Choosing the basis for a cell that collapses: silicon from diamond to simple hexagonal

In constant-pressure dynamics the cell vectors move under the stress. The plane waves q = k + G carry fixed integer labels, so their number N_PW is constant while their lengths follow the cell. When diamond silicon under static pressure turns into the simple hexagonal metal, the volume per atom typically drops by about a quarter. Three ways of handling the basis are compared.

A: the plain functional at fixed N_PW, with a larger basis if needed.
B: the modified kinetic functional of Bernasconi and co-workers (1995).
C: the plain functional with a constant offset added to the computed pressure.

1. The modified functional and its stress

Conventions: e = ħ²q²/2m; stress σ_ab = (1/Ω) ∂E/∂ε_ab; pressure P = −(σ_xx + σ_yy + σ_zz)/3; w is the k-point weight, f the occupation including spin, c the coefficient of a normalised orbital.

Method B replaces e in the kinetic energy by
ẽ = e + h(e), h = A[1 + erf((e − E0)/s)].
Waves well below E0 are untouched; waves well above pay 2A and nearly empty. The step sits at a fixed energy E0 while the waves slide through it.

Predict: the coefficients change under strain too. Why does the stress need only ∂ẽ/∂ε?

Because E is stationary in the c at fixed labels. A strain sends q to (1 + ε)⁻¹q, so ∂e/∂ε_ab = −(ħ²/m) q_a q_b, and the chain rule gives
σ_ab(kin) = −(ħ²/mΩ) Σ w f |c|² q_a q_b [1 + (2A/(s√π)) exp(−((e − E0)/s)²)].
The other stress terms keep their form. The Gaussian term acts only on waves inside the step: it charges for waves crossing E0, as a constant cutoff does. The imitation holds only while the edge of the actual basis stays above the step in every direction.

2. Work and memory

N_PW = Ω q_b³/6π² with ħ²q_b²/2m = E_b, so N_PW ∝ Ω E_b^(3/2). With the typical lattice constant 0.543 nm the volume per atom is Ω0 = 2.00×10⁻²⁹ m³. A 64-atom cell at E_b = 20 aJ (1 aJ = 10⁻¹⁸ J) has N_PW = 4.05×10³ and N_b = 128 doubly filled bands. Symmetry savings at Γ are ignored.

Memory: 16 N_b N_PW bytes = 8.3 MB per copy of the orbitals.
Orthogonalisation: N_b² N_PW = 6.6×10⁷ operations per step.
Fourier transforms: the alias-free grid is a cube of side 4q_b around a sphere of radius q_b, so N_FFT = (48/π) N_PW = 15.3 N_PW, and 2 N_b N_FFT log₂N_FFT = 2.5×10⁸ operations per step.
Nonlocal projectors are also linear in N_PW.

Predict: what do B and C add?

B needs one erf and one exponential per plane wave, shared by all bands: negligible. C needs ∂E/∂ln E_b at both ends of the path, four self-consistent runs; at an assumed 25 iterations each, against an assumed 10⁴ steps, that is 1 %. Work per step and memory therefore go as E_b^(3/2) for all three. The logarithm adds 8 % to the Fourier part between 20 and 36 aJ, alike for all methods, and is left out of the ratios.

3. A solvable model

Let a smooth valence orbital, with electron density n_c at the ion core, be scattered into short waves by a Gaussian core potential with |v(q)|² = v0² exp(−e/W). The model energy per atom is the quadratic functional
E = Σ_q [e c_q² + 2 b_q c_q], b_q = v(q) √(n_c/Ω),
with minimum c_q = −b_q/e and E = −Σ b_q²/e. The sum over k and G becomes Ω∫d³q/(2π)³ = (Ω/4π²)(2m/ħ²)^(3/2) ∫√e de, and Ω cancels. With x = e/W,
E = −D ∫ u(x) dx, u = exp(−x)/√(πx), D = n_c v0² (2m/ħ²)^(3/2) √(πW)/4π².
Let n_c ∝ Ω^(−γ): γ = 1 is a uniform gas, γ = 0 a rigid atom. Since ∫₀^∞ u dx = 1, the complete-basis answer is
E = −D(Ω), P = −γ p, p = D/Ω ∝ Ω^(−1−γ).
Any basis-independent part of the equation of state adds equally to all methods. The continuum is crude at small q, but only the tail enters the deviations.

Assumed inputs: D(Ω0) = 10 aJ, W = 4.0 aJ, γ = 0.25, and a path from Ω0 to Ω1 = 0.75 Ω0. Then p0 = 500 GPa and the exact pressure of this term is −125 GPa at Ω0. Along the path p grows by 1.43 and the basis edge x_b ∝ Ω^(−2/3) by 1.211. D and W were chosen so that the Pulay pressure near 24 aJ (11.0 Ry) is of order 1 GPa, a typical size for a soft silicon pseudopotential. Real diamond silicon starts the transition already compressed by typically a tenth; this is absorbed in the assumed p0.

4. How the deviation falls

A basis ending at x misses the energy D erfc√x. The pressure deviation δP is minus the volume derivative of the missing energy.

Predict its sign at constant cutoff and at constant N_PW.

At constant cutoff only D varies: δP = +γ p erfc√x, about γ p exp(−x)/√(πx). At constant N_PW, dx/dΩ = −2x/3Ω as well, so
δP_A = γ p erfc√x − T, T = (2/3) p √(x/π) exp(−x).
T is the Pulay pressure: compression improves the basis, so the cell is pulled inward. The ratio of the terms tends to 2x/3γ; at x = 6 it is 17. On this path |δP_A| is largest at Ω0.

Method C uses T = −(2/3Ω) ∂E/∂ln E_b, the quantity behind the finite-basis correction of Francis and Payne (1990), and adds the mean of its end values T0 and T1. The worst point is Ω1:
δP_C = γ p1 erfc√x1 + (T0 − T1)/2.

Predict: for B the minimum is −Σ b²/ẽ. Which two terms survive?

Each wave now yields the fraction x/(x + η) of its energy, with η = h/W. The missing energy is D M with
M = erfc√x_b + ∫₀^(x_b) u η/(x + η) dx.
Only D and the limit x_b depend on Ω, and dM/dx_b = −u x_b/(x_b + η). Hence
δP_B = γ p M − L, L = T x_b/(x_b + η(x_b)).
The truncation term is that of a cutoff near E0; the leak L is the Pulay pressure damped by about E_b/(E_b + 2A). The signs are opposite, γpM peaks at Ω1 and L at Ω0, so the larger peak bounds |δP_B| without relying on cancellation.

Parameters. s must exceed the spacing of the plane-wave shells, ħ²(2π/ℓ)²/2m = 0.20 aJ for the 64-atom cube of side ℓ = 1.086 nm, or the Gaussian in the stress samples single shells. Choose s = 1.0 aJ, A = 80 aJ and E0 = E_b − 2s, with E_b the edge at Ω0. For E_b = 24 aJ, M goes from 1.08×10⁻³ to 1.02×10⁻³ along the path, near erfc√(E0/W) = 0.91×10⁻³, while the plain erfc√x_b falls by a factor 3.9. That is the constant cutoff being mimicked.

5. The table

Worst deviations on the path, in GPa; cost is work per step, or memory, relative to 20 aJ. All entries are the model's.

E_b/aJ | x_b | cost | A | C | B: γpM | B: L
20 | 5 | 1.00 | −2.6 | 0.73 | 0.57 | 0.32
24 | 6 | 1.31 | −1.1 | 0.34 | 0.18 | 0.15
28 | 7 | 1.66 | −0.43 | 0.15 | 0.060 | 0.068
32 | 8 | 2.02 | −0.17 | 0.065 | 0.020 | 0.030
36 | 9 | 2.41 | −0.067 | 0.027 | 0.0067 | 0.013

To read pressures as volumes use B0 = (C11 + 2C12)/3 = 97.84 GPa, from the measured C11 = 165.64 GPa and C12 = 63.94 GPa as compiled by Oses 2018. A deviation of 0.6 GPa moves the diamond volume by 0.6 %, and by less once pressure stiffens the crystal.

Predict the cheapest row for targets of 0.6, 0.2 and 0.07 GPa.

0.6 GPa: B at cost 1.00, C at 1.31, A at 1.66.
0.2 GPa: B at 1.31, C at 1.66, A at 2.02.
0.07 GPa: B at 1.66, C at 2.02, A at 2.41.
B is cheapest each time, by one row over C and two over A. Its advantage over A shrinks: 1.66, 1.54, 1.46. All columns fall essentially as exp(−x_b), so a gain by a factor g saves only about ln g in x_b, and the cost ratio (1 + ln g/x_b)^(3/2) tends to 1.

Inside a budget: at 1.4 units the largest basis is 24 aJ, and B (0.18 GPa) beats C (0.34) and A (1.1). At 2.1 units the basis is 32 aJ, with B at 0.030, C at 0.065 and A at 0.17 GPa.

6. What can overturn the ranking

Step count. In Car–Parrinello dynamics with one fictitious mass the fastest coefficient oscillates at a frequency roughly ∝ √ẽ at the edge, and the time step shrinks in proportion. Work per simulated time is then ∝ x_b^(3/2) √(x_b + η).

Predict whether B survives.

It does not. At 24 aJ B needs 2.8 times as many steps, which buys A a basis of x_b = 10.0, or 40 aJ, where δP_A = −0.026 GPa against B's bound of 0.18. The cost column holds for B only with masses or a preconditioner that grow as ẽ. Memory is unaffected.

The exponent γ. For γ = 1 at 24 aJ the truncation term of B at Ω1 is 0.91 GPa and the leak there 0.10 GPa, so δP_B = 0.81 GPa, while A stands at −0.88 GPa and C at 0.38 GPa. At 20 aJ the worst deviations of A, B and C are −2.1, 2.6 and 0.90 GPa, at 36 aJ −0.059, 0.029 and 0.027 GPa. C gives the smallest pressure deviation in every row, by a margin that narrows with the basis, and B is ahead of A from 24 aJ on. The lead of B over C in the pressure table rests on a nearly rigid short-wave tail, since B follows the constant-cutoff answer and not the exact one. The size of γ can be estimated from the change of ∂E/∂ln E_b with volume at constant cutoff.

Shape. The transition also shears the cell. For volume-conserving logarithmic strains λ_i, with Σλ_i = 0 and S = Σλ_i², the edge in direction n is x(n) = x_b/Σ exp(2λ_i) n_i². Angular averages to second order give ⟨δ ln x⟩ = −(2/5) S and ⟨(δ ln x)²⟩ = (8/15) S. With D independent of shape, primes for d/d ln x_b and ρ = d ln ẽ/d ln e at the edge, E′ = −(3/2) Ω L and E″ = E′(3/2 − x_b − ρ). The energy change −(2/5) S E′ + (4/15) S E″ equals Ω μ S with a spurious shear modulus
μ = (2/5) L (x_b + ρ).
The plain functional has L = T and ρ = 1.

Predict what the offset of C does to μ.

Nothing: a scalar cannot cancel a deviatoric stress. At 24 aJ and Ω0, μ = 3.2 GPa for A and C, which is 6 % of (C11 − C12)/2 = 50.85 GPa from the same compiled constants; for B, ρ = 0.35 and μ = 0.38 GPa. These values at Ω0 do not depend on γ. A strain λ_i = 0.05 gives C a stress 2μλ_i of about 0.3 GPa, as large as its table entry; the expansion parameter 2x_bλ_i is 0.6, so one figure is all it supports. B keeps its protection only while the edge stays above E0 + 2s, which with the margin chosen means that no direction may grow longer than in the starting cell; at Ω1 this allows λ_i up to 0.096. A net logarithmic stretch of 0.05 beyond the start is covered by exp(3 × 0.05) = 1.16 times more plane waves, less than one row of the table.

For this model of silicon, a preconditioned run with a tail as rigid as γ = 0.25 should use B at every accuracy and budget listed, with the basis sized for the longest stretch expected. With γ near 1 in a preconditioned run, C gives the smallest pressure deviation, B keeps the smallest shear deviation, and A at equal cost is best at neither. Without preconditioning B loses its lead, and the plain functional with a larger basis is the choice that also lowers the shear deviation.